**3p orbital energy and size along the 41-electron sequence: a prediction test**

The table holds the 3p eigenvalue, $\langle r\rangle$, $r_\text{max}$ and $\langle r^2\rangle$ for Nb to Xe13+ from non-relativistic, configuration-averaged Hartree-Fock at the basis limit. The program fits screened hydrogenic forms to Mo+ through In8+ (screening $s_0+s_1/Z$ for sizes, $-Z^2/18+aZ+b+c/(Z-z_0)$ for the energy), leaves out Nb because of its different configuration, and predicts Sn9+ to Xe13+ with bars built from a trial extrapolation and a second functional form. All twenty predictions fall inside their bars and within 0.1 % of the computed values, but the energies are systematically too shallow and the sizes, with one exception at the rounding level, slightly too large. Screening read from the energy (about 25.5) is roughly twelve units larger than that read from $\langle r\rangle$ (about 13.3). The summed $\langle 1/r\rangle$ of the $n=4$ shells for three ions closes at most about half of that gap and matches the excess curvature of the eigenvalue in sign and size.

Isoelectronic sequence with 41 electrons, computed with B-spline radial code 1 for spherical atoms in non-relativistic Hartree-Fock, with the average of configuration, a point nucleus and the basis-set limit. ε(3p) is the orbital eigenvalue, and r_max(3p) is the radius at which the radial probability density of the 3p orbital peaks.

## Program and output

```python
# Table: 3p eigenvalue, <r>, r_max, <r^2> along the 41-electron sequence; B-spline radial code, non-relativistic
# Hartree-Fock, configuration average. Tested: screened hydrogenic scaling with 1/Z-type corrections, fitted on
# the known 4d5 rows (Nb is 4d4 5s1, left out), predicting the withheld rows; outer-shell repulsion as a cause.
T = {
    'ion': ['Nb', 'Mo+', 'Tc2+', 'Ru3+', 'Rh4+', 'Pd5+', 'Ag6+', 'Cd7+', 'In8+', 'Sn9+', 'Sb10+', 'Te11+', 'I12+', 'Xe13+'],
    'Z': [41, 42, 43, 44, 45, 46, 47, 48, 49, 50, 51, 52, 53, 54],
    'charge': [0, 1, 2, 3, 4, 5, 6, 7, 8, 9, 10, 11, 12, 13],  # e
    'configuration': ['[Kr] 4d4 5s1', '[Kr] 4d5', '[Kr] 4d5', '[Kr] 4d5', '[Kr] 4d5', '[Kr] 4d5', '[Kr] 4d5', '[Kr] 4d5', '[Kr] 4d5', '[Kr] 4d5', '[Kr] 4d5', '[Kr] 4d5', '[Kr] 4d5', '[Kr] 4d5'],
    'energy': [-14.1042, -15.5643, -17.301, -19.1913, -21.2202, -23.3801, -25.6663, -28.076, -30.6068, -33.2573, -36.0262, -38.9125, -41.9155, -45.0344],  # hartree
    'mean_radius': [0.44833, 0.43332, 0.41927, 0.40607, 0.39366, 0.38196, 0.37091, 0.36047, 0.35059, 0.34122, 0.33232, 0.32387, 0.31583, 0.30817],  # bohr
    'radius_of_maximum': [0.3936, 0.3815, 0.3701, 0.3593, 0.3491, 0.3395, 0.3304, 0.3217, 0.3135, 0.3057, 0.2982, 0.2911, 0.2843, 0.2778],  # bohr
    'mean_r_squared': [0.23351, 0.21802, 0.20401, 0.19129, 0.1797, 0.16911, 0.15942, 0.15052, 0.14234, 0.13479, 0.12783, 0.12138, 0.1154, 0.10984],  # bohr²
}
HELD = [9, 10, 11, 12, 13]  # rows withheld from the fit
import numpy as np
from scipy.constants import physical_constants as pc
Z = np.array(T['Z'], float); ion = T['ion']; n = len(Z)
kn = np.array([i for i in range(n) if i not in HELD])
ft = np.array([i for i in kn if T['configuration'][i].endswith('4d5')])
# key, k, p, rounding floor, unit; hydrogenic 3p: |y| = k/Zeff^p
Q = [('energy', 1/18, -2, 5e-5, 'Eh'), ('mean_radius', 12.5, 1, 5e-6, 'bohr'),
     ('radius_of_maximum', 12.0, 1, 5e-5, 'bohr'), ('mean_r_squared', 180.0, 2, 5e-6, 'bohr^2')]
Y = {q[0]: np.array(T[q[0]], float) for q in Q}
S = {k: Z - (c/np.abs(Y[k]))**(1/p) for k, c, p, _, _ in Q}
E = Y['energy']; d1 = np.diff(E[kn]); d2 = np.diff(d1)
print('known row: s(E) s(<r>) s(rmax) s(<r2>) | step of eps from previous, 2nd diff + 1/9 (Eh)')
for j, i in enumerate(kn):
    a = '%.4f' % d1[j-1] if j > 0 else '-'
    b = '%.4f' % (d2[j-1] + 1/9) if 0 < j < len(kn)-1 else '-'
    print(ion[i], ' '.join('%.3f' % S[q[0]][i] for q in Q), '|', a, b)
def efit(z, y, g):
    best = None
    for z0 in np.linspace(25, 40.5, 776):
        A = np.c_[z, np.ones_like(z), g(z-z0)]
        c = np.linalg.lstsq(A, y + z**2/18, rcond=None)[0]
        ss = np.sum((A@c - y - z**2/18)**2)
        if best is None or ss < best[0]: best = (ss, c, z0)
    _, c, z0 = best
    return (lambda x: -x**2/18 + c[0]*x + c[1] + c[2]*g(x-z0)), [*c, z0]
def sfit(z, s, k, p, deg):
    c = np.polyfit(1/z, s, deg)
    return (lambda x: k/(x - np.polyval(c, 1/x))**p), list(c[::-1])
last = ft[-1]; bk = ft[:-3]
for key, k, p, fl, u in Q:
    y = Y[key]
    if key == 'energy':
        mk = lambda ix, v: efit(Z[ix], y[ix], (lambda x: 1/x) if v == 0 else np.log)
        nm = 'a,b,c,z0'; sg = -1
    else:
        mk = lambda ix, v: sfit(Z[ix], S[key][ix], k, p, 1+v)
        nm = 's0,s1'; sg = 1
    f, par = mk(ft, 0); g, _ = mk(ft, 1)
    r = f(Z[ft]) - y[ft]; rg = g(Z[ft]) - y[ft]; w = np.argmax(abs(r))
    back = mk(bk, 0)[0](Z[last]) - y[last]
    print('== %s [%s] %s = %s; max res %.1e (%s), variant %.1e, floor %.0e' % (key, u, nm, ' '.join('%.3f' % v for v in par), r[w], ion[ft[w]], abs(rg).max(), fl))
    print('   backtest miss at %s %+.5f; Nb model-table %+.5f (variant %+.5f)' % (ion[last], back, f(Z[0])-y[0], g(Z[0])-y[0]))
    for i in HELD:
        h = Z[i] - Z[last]; pr = f(Z[i])
        bar = 2*abs(back)*(h/3)**2 + abs(pr - g(Z[i])) + abs(r).max() + fl
        fz = sg*k/(Z[i] - S[key][last])**p
        print('   %s pred %.5f +- %.5f calc %.5f miss %+.5f (%.2f bar, %+.3f%%) variant %+.5f frozen-s %+.5f s=%.3f' % (ion[i], pr, bar, y[i], pr-y[i], abs(pr-y[i])/bar, 100*(pr-y[i])/abs(y[i]), g(Z[i])-y[i], fz-y[i], S[key][i]))
print('revealed steps (Eh):', np.round(np.diff(E)[len(kn)-1:], 4), '2nd diffs:', np.round(np.diff(E, 2)[len(kn)-2:], 4))
# typed from further outputs of the same runs (Mo+, Rh4+, Cd7+): <1/r> of 4s, 4p, 4d, 3p; zeta(3p) in 1/cm
ix = [ion.index(s) for s in ('Mo+', 'Rh4+', 'Cd7+')]
R = np.array([[1.168563, 1.053498, 0.7224256], [1.35216, 1.248719, 1.006172], [1.543157, 1.448926, 1.247216]])
r3p = np.array([3.16337, 3.485168, 3.809124]); zeta = np.array([88311.61, 124433.5, 170763.4])
V = R*np.array([2, 6, 5]); cur = lambda v: (v[2] - 2*v[1] + v[0])/9
print('Mo+,Rh4+,Cd7+ n=4 sum N<1/r> (Eh):', np.round(V.sum(1), 2), 's(E) after removing it:', np.round(Z[ix] - np.sqrt(18*(V.sum(1) - E[ix])), 2))
print('curvature per Z^2 (Eh): eps+Z^2/18 %.4f; n=4 sum %.4f; 4d part %.4f; 4s4p part %.4f' % (cur(E[ix])+1/9, cur(V.sum(1)), cur(V[:, 2]), cur(V[:, :2].sum(1))))
print('s from 9<1/r>(3p):', np.round(Z[ix] - 9*r3p, 2), '; 1.5 zeta(3p) (Eh):', np.round(1.5*zeta*100/pc['hartree-inverse meter relationship'][0], 2))
ex = -(d2 + 1/9)
assert np.all(ex > 0) and np.all(np.diff(ex) < 0)
assert ex[0] > 2*ex[1]
assert np.all(S['energy'][kn] - S['mean_radius'][kn] > 10)
assert np.all(np.diff(S['mean_radius'][kn]) > 0) and np.ptp(S['mean_radius'][kn]) < 0.5
```

Running it gives:

```
known row: s(E) s(<r>) s(rmax) s(<r2>) | step of eps from previous, 2nd diff + 1/9 (Eh)
Nb 25.067 13.119 10.512 13.236 | - -
Mo+ 25.262 13.153 10.545 13.267 | -1.4601 -0.1655
Tc2+ 25.353 13.186 10.576 13.296 | -1.7367 -0.0425
Ru3+ 25.414 13.217 10.602 13.325 | -1.8903 -0.0275
Rh4+ 25.456 13.247 10.626 13.351 | -2.0289 -0.0199
Pd5+ 25.486 13.274 10.654 13.375 | -2.1599 -0.0152
Ag6+ 25.506 13.299 10.680 13.398 | -2.2862 -0.0124
Cd7+ 25.520 13.323 10.698 13.419 | -2.4097 -0.0100
In8+ 25.528 13.346 10.722 13.439 | -2.5308 -
== energy [Eh] a,b,c,z0 = 2.804 -33.891 -9.909 35.080; max res -7.1e-04 (Tc2+), variant 4.0e-04, floor 5e-05
   backtest miss at In8+ +0.00920; Nb model-table +0.10557 (variant +0.09874)
   Sn9+ pred -33.25492 +- 0.00384 calc -33.25730 miss +0.00238 (0.62 bar, +0.007%) variant +0.00134 frozen-s -0.01303 s=25.533
   Sb10+ pred -36.02054 +- 0.01147 calc -36.02620 miss +0.00566 (0.49 bar, +0.016%) variant +0.00313 frozen-s -0.01876 s=25.535
   Te11+ pred -38.90220 +- 0.02386 calc -38.91250 miss +0.01030 (0.43 bar, +0.026%) variant +0.00559 frozen-s -0.01821 s=25.534
   I12+ pred -41.89907 +- 0.04107 calc -41.91550 miss +0.01643 (0.40 bar, +0.039%) variant +0.00882 frozen-s -0.01207 s=25.532
   Xe13+ pred -45.01051 +- 0.06310 calc -45.03440 miss +0.02389 (0.38 bar, +0.053%) variant +0.01265 frozen-s -0.00114 s=25.529
== mean_radius [bohr] s0,s1 = 14.504 -56.662; max res 3.1e-05 (Mo+), variant 4.0e-06, floor 5e-06
   backtest miss at In8+ +0.00007; Nb model-table +0.00005 (variant -0.00003)
   Sn9+ pred 0.34126 +- 0.00009 calc 0.34122 miss +0.00004 (0.44 bar, +0.011%) variant +0.00000 frozen-s -0.00019 s=13.367
   Sb10+ pred 0.33239 +- 0.00015 calc 0.33232 miss +0.00007 (0.44 bar, +0.020%) variant +0.00001 frozen-s -0.00035 s=13.386
   Te11+ pred 0.32396 +- 0.00024 calc 0.32387 miss +0.00009 (0.35 bar, +0.026%) variant +0.00001 frozen-s -0.00049 s=13.404
   I12+ pred 0.31594 +- 0.00036 calc 0.31583 miss +0.00011 (0.29 bar, +0.034%) variant +0.00001 frozen-s -0.00060 s=13.422
   Xe13+ pred 0.30830 +- 0.00051 calc 0.30817 miss +0.00013 (0.25 bar, +0.042%) variant +0.00002 frozen-s -0.00070 s=13.438
== radius_of_maximum [bohr] s0,s1 = 11.781 -51.874; max res -2.8e-05 (Ag6+), variant 2.8e-05, floor 5e-05
   backtest miss at In8+ -0.00001; Nb model-table +0.00005 (variant +0.00004)
   Sn9+ pred 0.30568 +- 0.00008 calc 0.30570 miss -0.00002 (0.22 bar, -0.006%) variant -0.00002 frozen-s -0.00018 s=10.746
   Sb10+ pred 0.29824 +- 0.00009 calc 0.29820 miss +0.00004 (0.44 bar, +0.013%) variant +0.00004 frozen-s -0.00027 s=10.759
   Te11+ pred 0.29115 +- 0.00010 calc 0.29110 miss +0.00005 (0.45 bar, +0.015%) variant +0.00004 frozen-s -0.00038 s=10.777
   I12+ pred 0.28438 +- 0.00011 calc 0.28430 miss +0.00008 (0.67 bar, +0.027%) variant +0.00007 frozen-s -0.00046 s=10.791
   Xe13+ pred 0.27791 +- 0.00013 calc 0.27780 miss +0.00011 (0.83 bar, +0.039%) variant +0.00010 frozen-s -0.00052 s=10.803
== mean_r_squared [bohr^2] s0,s1 = 14.476 -50.725; max res 3.1e-05 (Mo+), variant 3.4e-06, floor 5e-06
   backtest miss at In8+ +0.00005; Nb model-table +0.00005 (variant -0.00003)
   Sn9+ pred 0.13483 +- 0.00008 calc 0.13479 miss +0.00004 (0.48 bar, +0.028%) variant +0.00001 frozen-s -0.00013 s=13.457
   Sb10+ pred 0.12788 +- 0.00013 calc 0.12783 miss +0.00005 (0.36 bar, +0.035%) variant +0.00000 frozen-s -0.00024 s=13.475
   Te11+ pred 0.12144 +- 0.00020 calc 0.12138 miss +0.00006 (0.32 bar, +0.051%) variant +0.00001 frozen-s -0.00033 s=13.491
   I12+ pred 0.11548 +- 0.00029 calc 0.11540 miss +0.00008 (0.27 bar, +0.068%) variant +0.00001 frozen-s -0.00039 s=13.506
   Xe13+ pred 0.10994 +- 0.00040 calc 0.10984 miss +0.00010 (0.25 bar, +0.091%) variant +0.00002 frozen-s -0.00043 s=13.519
revealed steps (Eh): [-2.6505 -2.7689 -2.8863 -3.003  -3.1189] 2nd diffs: [-0.1197 -0.1184 -0.1174 -0.1167 -0.1159]
Mo+,Rh4+,Cd7+ n=4 sum N<1/r> (Eh): [12.27 15.23 18.02] s(E) after removing it: [19.62 19.39 19.2 ]
curvature per Z^2 (Eh): eps+Z^2/18 -0.0222; n=4 sum -0.0188; 4d part -0.0237; 4s4p part 0.0050
s from 9<1/r>(3p): [13.53 13.63 13.72] ; 1.5 zeta(3p) (Eh): [0.6  0.85 1.17]
```
